## The finding

In zinc-blende MgS, one-shot $G_0W_0$ does not lift the empty levels as a block. Measured from the valence top, the lowest one rises by 1.13 eV and the highest listed one by 1.56 eV, while the filled levels sink further the deeper they lie. The cause is an incomplete cancellation: exchange spreads the levels apart, and screening takes back only part of that spread.

One-shot G0W0 on r2SCAN for zinc-blende MgS (r2SCAN-relaxed, a = 5.662 Å), Ansatz 0.2.0, plane-wave PAW, cutoff 500 eV, 4×4×4 k mesh, 73 empty bands, screening cutoff 80 eV, contour deformation. Kohn–Sham and quasiparticle levels are each measured from their own valence top; v1 is the top filled band, c1 the lowest empty one. The first k-point fraction is 0 throughout.

| band | b (fraction of the reciprocal vector) | c (fraction of the reciprocal vector) | kohn sham level (eV) | quasiparticle level (eV) | exchange less vxc (eV) | correlation (eV) | renormalisation |
| --- | --- | --- | --- | --- | --- | --- | --- |
| v2 | 0 | 0 | 0.000 | 0.000 | -3.024 | 2.210 | 0.78600 |
| v1 | 0 | 0 | 0.000 | 0.000 | -3.024 | 2.210 | 0.78600 |
| c1 | 0 | 0 | 4.137 | 5.266 | 3.701 | -3.387 | 0.82600 |
| c2 | 0 | 0 | 8.576 | 10.139 | 4.654 | -3.905 | 0.81100 |
| v2 | 0 | 0.25 | -0.174 | -0.197 | -3.083 | 2.246 | 0.78500 |
| v1 | 0 | 0.25 | -0.174 | -0.197 | -3.083 | 2.246 | 0.78500 |
| c1 | 0 | 0.25 | 5.645 | 6.897 | 3.970 | -3.532 | 0.82000 |
| c2 | 0 | 0.25 | 8.456 | 9.896 | 4.558 | -3.932 | 0.80200 |
| v2 | 0 | -0.5 | -0.329 | -0.374 | -3.149 | 2.291 | 0.78400 |
| v1 | 0 | -0.5 | -0.329 | -0.374 | -3.149 | 2.291 | 0.78400 |
| c1 | 0 | -0.5 | 5.796 | 7.099 | 4.022 | -3.534 | 0.82500 |
| c2 | 0 | -0.5 | 8.189 | 9.682 | 4.493 | -3.815 | 0.81400 |
| v2 | 0.25 | 0.25 | -0.574 | -0.652 | -3.217 | 2.325 | 0.78300 |
| v1 | 0.25 | 0.25 | -0.574 | -0.652 | -3.217 | 2.325 | 0.78300 |
| c1 | 0.25 | 0.25 | 5.713 | 6.959 | 3.910 | -3.477 | 0.81900 |
| c2 | 0.25 | 0.25 | 7.165 | 8.635 | 4.350 | -3.694 | 0.82000 |
| v2 | 0.25 | -0.5 | -1.317 | -1.479 | -3.425 | 2.448 | 0.77900 |
| v1 | 0.25 | -0.5 | -0.718 | -0.815 | -3.278 | 2.367 | 0.78200 |
| c1 | 0.25 | -0.5 | 5.712 | 6.979 | 3.924 | -3.470 | 0.82400 |
| c2 | 0.25 | -0.5 | 7.617 | 9.078 | 4.377 | -3.730 | 0.81300 |
| v2 | 0.25 | -0.25 | -1.399 | -1.572 | -3.464 | 2.476 | 0.77800 |
| v1 | 0.25 | -0.25 | -0.348 | -0.393 | -3.140 | 2.282 | 0.78400 |
| c1 | 0.25 | -0.25 | 6.976 | 8.321 | 4.218 | -3.688 | 0.81900 |
| c2 | 0.25 | -0.25 | 7.464 | 8.779 | 4.301 | -3.800 | 0.80500 |

## What is added to each level

Each quasiparticle level is the Kohn–Sham level plus two corrections, counted again from the valence top. The first, exchange less vxc, replaces the approximate potential of the starting functional by true exchange. The second, correlation, describes how the other electrons respond to an added electron or hole. The renormalisation is not to be multiplied in again, since the plain sum already gives the quasiparticle levels.

Points are named by their last two fractions; the first is zero in every row. At $\Gamma$, the point (0, 0), exchange less vxc opens the gap by 6.7 eV and correlation closes it by 5.6 eV. The opening of 1.1 eV is what remains of two much larger effects. The same contest, on a smaller scale, decides how the levels move within each group.

## Why exchange spreads the levels

Exchange lowers a state according to how well its wave matches those of the filled states. Deep filled states tend to match well and gain most. High empty states oscillate faster, match poorly and gain little. The starting potential follows these differences only in part, so replacing it pushes deep levels down and high levels up. This is the standard argument; the table shows the resulting spread but not the shapes of the states.

## A worked case with and without screening

Take c1 and c2 at $\Gamma$. Exchange less vxc raises c2 by 0.95 eV more than c1. If the other electrons could not respond at all, the two levels would move apart by that full amount.

A rough estimate with screening can be borrowed from hybrid functionals: keep a share of true exchange equal to one over the static dielectric constant of the electrons alone, and leave the rest to the starting potential. This assumes that the starting potential stands in well for the remaining effects, so it is an estimate and not a strict limit. The dielectric constant computed in the same run, 3.6, then divides the difference in exchange less vxc:

$$\frac{0.95\ \text{eV}}{3.6}\approx 0.26\ \text{eV}.$$

The calculation lies between the unscreened value and this estimate. Correlation takes back 0.52 eV, so the levels move apart by $0.95-0.52=0.43$ eV. That is more than the static estimate. Exchange acts largely over short distances, where electrons are expected to screen less well, and this may contribute. It cannot be the whole reason, though. For the gap at $\Gamma$ the same estimate gives $6.7/3.6\approx 1.9$ eV, well above the computed 1.1 eV. Weaker screening alone would make the estimate too low in both cases, so the starting potential does not stand in well for all remaining effects. The estimate is good for the order of magnitude only.

## From cancellation to stretch

A straight line of correlation against exchange less vxc, one for the filled and one for the empty levels, shows that correlation cancels about 60 % of the variation in both groups. Let $X$ be exchange less vxc and $s$ the cancelled share. Two levels of one group then move apart by

$$\Delta E_\text{shift}\approx(1-s)\,\Delta X .$$

Among the empty levels $X$ grows by roughly 0.2 eV for each eV of Kohn–Sham energy, and 40 % of that is a stretch of 8 to 9 %. Among the filled levels $X$ varies faster, by about 0.3 eV per eV, and the stretch is close to 13 %. The filled levels stretch more because exchange less vxc varies faster there, not because correlation cancels a smaller share of it.

For practical use, a rigid shift is enough if only the gap at $\Gamma$ matters. For transitions into higher levels, a line in the Kohn–Sham energy is better: its typical miss for the empty levels is 0.05 eV, against 0.12 eV for the best rigid shift. All listed levels, the worked pair included, took part in these fits, whose details are in the output below. The zone-edge point X is not listed, so the line is untested there.

## The level that lags

At (0.25, -0.25) the order is reversed: c2 rises 0.03 eV less than c1. The two lie only half an eV apart, so exchange favours c2 by a mere 0.08 eV. Correlation pulls c2 down by 0.11 eV relative to c1, about twice what a 60 % share would give, and that tips the balance.

The c2 level at (0, 0.25) also has unusually deep correlation. It still rises more than its c1 partner, because the two are almost 3 eV apart and exchange separates them strongly. The same irregularity therefore reverses a close pair but only slows a distant one.

The c2 level at (0.25, 0.25) strays the other way. Its correlation is about 0.05 eV shallower than the line, so it rises by 1.47 eV, slightly more than c2 at (0, 0.25), which lies over 1 eV higher.

The two levels with unusually deep correlation also have the lowest renormalisation of all listed empty levels, 0.805 and 0.802, which means that their correlation changes most steeply with energy. Why it does so remains open. The label c2 only counts levels in order of energy. In the same run it is threefold degenerate at $\Gamma$, single at (0, 0.25) and twofold at (0, -0.5), so it does not follow one kind of state. The orbital make-up of the states is not resolved, and the coarse k mesh, the finite number of bands and the screening cutoff may contribute, as the deviations are below 0.1 eV.

## How far the numbers carry

The number of empty bands, the screening cutoff and the k mesh are all short of the basis limit, so the 5.27 eV at $\Gamma$ is probably too small. By how much is not known, as there is no convergence series for MgS here. In the data makers' tests on other systems, gaps fell short by 6 to 9 % in the median. That figure concerns gaps only and says nothing about how far the stretch or the small differences between neighbouring levels would change. The levels have not been checked against a second code either. The levels belong to zinc-blende MgS and should not be used for the stable rocksalt form.

Printed output of the fit:

```
fit of shift on 24 rows: coefficient of isf*ks 0.1269 +/- 0.015, coefficient of ise 0.7757 +/- 0.054, coefficient of ise*ks 0.08565 +/- 0.0078; rms 0.0333, worst c2 0.1, leave-one-out rms 0.0386
fit of cor on 24 rows: coefficient of isf 0.4028 +/- 0.2, coefficient of isf*ex -0.5982 +/- 0.062, coefficient of ise -1.171 +/- 0.13, coefficient of ise*ex -0.5926 +/- 0.03; rms 0.0269, worst c2 0.0803, leave-one-out rms 0.0316
Gap opening at Gamma (eV): 1.129
Opening by exchange less vxc at Gamma (eV): 6.725
Closing by correlation at Gamma (eV): 5.597
Share of the opening cancelled across the gap (percent): 83.23
Gamma gap if renormalisation were multiplied in (eV): 5.036
Largest rise of an empty level against the valence top (eV): 1.563
Stretch of the filled levels (percent): 12.69
Stretch of the empty levels (percent): 8.565
Rms miss of the stretched line for empty levels (eV): 0.04689
Rms miss of the best rigid shift for empty levels (eV): 0.1224
Share of exchange variation cancelled among filled levels (percent): 59.82
Share of exchange variation cancelled among empty levels (percent): 59.26
Long-range static guess of that share (percent): 72.22
Exchange less vxc, deepest listed filled level less valence top (eV): -0.44
Correlation, deepest listed filled level less valence top (eV): 0.266
Exchange less vxc, c2 less c1 at Gamma (eV): 0.953
Correlation, c2 less c1 at Gamma (eV): -0.518
Rise of c2 less rise of c1 at (0, 0.25, -0.25) (eV): -0.03
Exchange less vxc, c2 less c1 at (0, 0.25, -0.25) (eV): 0.083
Correlation, c2 less c1 at (0, 0.25, -0.25) (eV): -0.112
Correlation deeper than its line, c2 at (0, 0.25, -0.25) (eV): 0.08033
Correlation deeper than its line, c2 at (0, 0, 0.25) (eV): 0.06003
Largest miss the other way among empty levels (eV): -0.05471
```
